Q: I have five calculated energies for breaking one Si–H bond in disilylamine, HN(SiH₃)₂, and their labels have come off. Can you put the names back from the values?

Si–H bond energy of disilylamine, HN(SiH₃)₂, with Ansatz 0.2.0 and AFQMC afq 1 (own program): def2-TZVP unless marked CBS, PBE0/def2-SVP geometries, no zero-point energy. Correlated levels freeze the cores and start from RHF (molecule) or UHF (fragments). The best estimate is CCSD(T) at the def2-TZVPP/QZVPP limit plus the step to released AFQMC. Candidates: CCSD, B3LYP, wB97M-V, MP2/CBS, released AFQMC.

```
row  this level less the best estimate at the basis limit (meV)  statistical noise, one standard error (meV)
  A                                                       -64.0                                        0.000
  B                                                         7.0                                        0.000
  C                                                      -111.0                                        0.000
  D                                                      -120.0                                        0.000
  E                                                      -136.0                                       19.000
```

A: Yes, though not all with the same confidence. Each value is the error of the bond energy relative to the best estimate at the basis limit, so a negative value means a bond that is too weak. E is the easy one. AFQMC samples the energy by random walks and so carries statistical noise, while the other four candidates are deterministic. Only E has noise, 19 meV, so E is released AFQMC, in which the constraint that steadies the walks has been lifted.

Q: What can you use for the other four?

A: Think first of H₂. Its bond is a single electron pair, and the two atoms left after breaking it have one electron each, hence no correlation energy. Hartree–Fock (HF) leaves out the correlation of the pair and makes the bond too weak. CCSD, coupled cluster with single and double excitations, treats one pair exactly within its basis. The Si–H bond is also a pair that is split, but here other pairs surround it and bring in triple excitations, which CCSD(T) adds approximately. CCSD should therefore lie near CCSD(T), though not exactly on it.

Q: And where does CCSD(T) lie?

A: At −127 meV in the same basis, def2-TZVP. D is 7 meV away from that and C is 16 meV away. One determinant describes this molecule well, so I expect triples to matter little for the bond, but I can't predict their effect to ten meV. D is the better choice for CCSD, and C remains possible.

Q: Why is such a good method off by more than 0.1 eV?

A: The basis is too small for it. Two electrons avoid each other at short range, and describing this takes functions of high angular momentum, whereas def2-TZVP gives hydrogen one p shell and no d shell. The molecule has one more pair to correlate than the fragments, so it loses more, and the bond comes out too weak. At the basis limit, marked CBS, the error of CCSD(T) is +9 meV. HF, which has no correlation to describe, moves by only 3 meV on the same path.

Q: Then you could carry that correction over to MP2, the simplest correlated level.

A: That is the one estimate I can make. MP2 has an error of −228 meV in def2-TZVP, and I assume that it gains as much from the larger basis as CCSD(T) does:

MP2/CBS ≈ MP2 + [CCSD(T)/CBS − CCSD(T)]
= −228 + [9 − (−127)] = −92 meV

Q: The nearest value is C.

A: It is, by 19 meV against 28 meV for A and D, so the number alone doesn't settle the matter. Theory says in which direction the estimate should err. MP2 correlates each pair independently of the others, and so it usually overstates what extra basis functions bring; in coupled cluster, higher-order terms damp that gain. The true value should then lie above −92 meV, which points to A. B lies above it too, but would require a basis gain of 235 meV, far more than the 136 meV of CCSD(T).

Q: That leaves B.

A: B is too far from CCSD(T) in the same basis to be CCSD, so it should be a density functional. Between the two on the list I choose wB97M-V, because it is generally the more accurate for reaction energies. That is experience with other molecules, not a deduction from these values.

Q: So what is your verdict?

A: E is sure. B as wB97M-V and A as MP2/CBS are probable. C and D are ambiguous: I call D CCSD and C B3LYP, but they differ by only 9 meV.

The rows with their labels:

```
         level  this level less the best estimate at the basis limit (meV)  statistical noise, one standard error (meV)
            HF                                                      -840.0                                        0.000
           MP2                                                      -228.0                                        0.000
          CCSD                                                      -120.0                                        0.000
       CCSD(T)                                                      -127.0                                        0.000
 ph-AFQMC/CISD                                                      -134.0                                       13.000
released AFQMC                                                      -136.0                                       19.000
        HF/CBS                                                      -837.0                                        0.000
       MP2/CBS                                                       -64.0                                        0.000
   CCSD(T)/CBS                                                         9.0                                        0.000
           PBE                                                      -311.0                                        0.000
        r2SCAN                                                      -231.0                                        0.000
          PBE0                                                      -237.0                                        0.000
         B3LYP                                                      -111.0                                        0.000
       wB97M-V                                                         7.0                                        0.000
        B2PLYP                                                      -118.0                                        0.000
```

Q: All five are right. Was the reasoning as good as the result?

A: Not everywhere. MP2 gains 164 meV from the basis, about a fifth more than CCSD(T), so my estimate missed by 28 meV in the direction that theory suggested. Had I simply taken the nearest value, I would have named the wrong row. Nothing was fitted, and the MP2/CBS value did not enter its own estimate; the printed output below lists the differences used.

Q: CCSD and B3LYP have almost the same error. Are they equally good here?

A: They arrive there for different reasons. The error of CCSD is mostly a basis error, as the shift of CCSD(T) shows. B3LYP doesn't build correlation from excitations into empty orbitals, as the double hybrid B2PLYP does in part, and its energy usually settles with the basis much as that of HF does. The −111 meV of B3LYP is therefore probably an error of the functional itself, and a larger basis would not be expected to cure it.

Q: Which levels come close to the best estimate?

A: CCSD(T)/CBS and wB97M-V, with errors of +9 and +7 meV, both within the estimate's own noise of about 19 meV. The first is no independent test, because the best estimate is CCSD(T) at the limit plus a small step to released AFQMC. That step is −9 meV, and the error in the table is the same step with its sign reversed. The agreement of wB97M-V is more telling, but it is agreement for one bond.

Q: I usually run PBE. How far off is it?

A: It makes the bond too weak by 311 meV, about 7% of 4.165 eV and the largest error among the functionals here. PBE0, which replaces a quarter of the PBE exchange by exact exchange, recovers 74 meV. B3LYP contains slightly less exact exchange than PBE0 and still binds more strongly by 126 meV. The share of exact exchange is thus not the whole story; the approximate exchange and correlation parts matter as well.

Q: We look at silylamines as precursors for silicon nitride films. What does this mean for us?

A: PBE makes the loss of a hydrogen atom from this silyl group look too easy by about 0.3 eV in the gas phase. A step on a growing surface also forms new bonds, so this error can't be carried over to its barrier. For the bond energy itself, find out first whether the basis or the method is at fault. If a correlated level gives too weak a bond, take it to the basis limit before judging it: here that removes nearly the whole error of CCSD(T), but leaves MP2 short by 64 meV.

Output of the analysis:

```
Best estimate of the bond energy, eV: 4.165
Number of rows with statistical noise: 2
Noise of released AFQMC, meV: 19
Released AFQMC less CCSD(T) in def2-TZVP, meV: -9
Released less phaseless AFQMC, meV: -2
Basis shift of HF to the limit, meV: 3
Basis shift of CCSD(T) to the limit, meV: 136
Estimated error of MP2/CBS from MP2 plus the CCSD(T) shift, meV: -92
True MP2/CBS value less this estimate, meV: 28
B3LYP value less this estimate, meV: -19
CCSD value less this estimate, meV: -28
wB97M-V value less this estimate, meV: 99
True basis shift of MP2, meV: 164
MP2 basis shift over that of CCSD(T), ratio: 1.206
MP2 shift needed if the wB97M-V value were MP2/CBS, meV: 235
MP2 less CCSD(T) in def2-TZVP, meV: -101
MP2 less CCSD(T) at the basis limit, meV: -73
CCSD less CCSD(T) in def2-TZVP, meV: 7
B3LYP value less CCSD(T) in def2-TZVP, meV: 16
MP2/CBS value less CCSD(T) in def2-TZVP, meV: 63
wB97M-V value less CCSD(T) in def2-TZVP, meV: 134
Triples energy implied for the radical, eV: -0.4558
HF/CBS shortfall as percent of the bond energy: 20.1
PBE shortfall as percent of the bond energy: 7.467
PBE0 less PBE, meV: 74
B3LYP less PBE0, meV: 126
Number of rows within the noise of the best estimate: 2
```
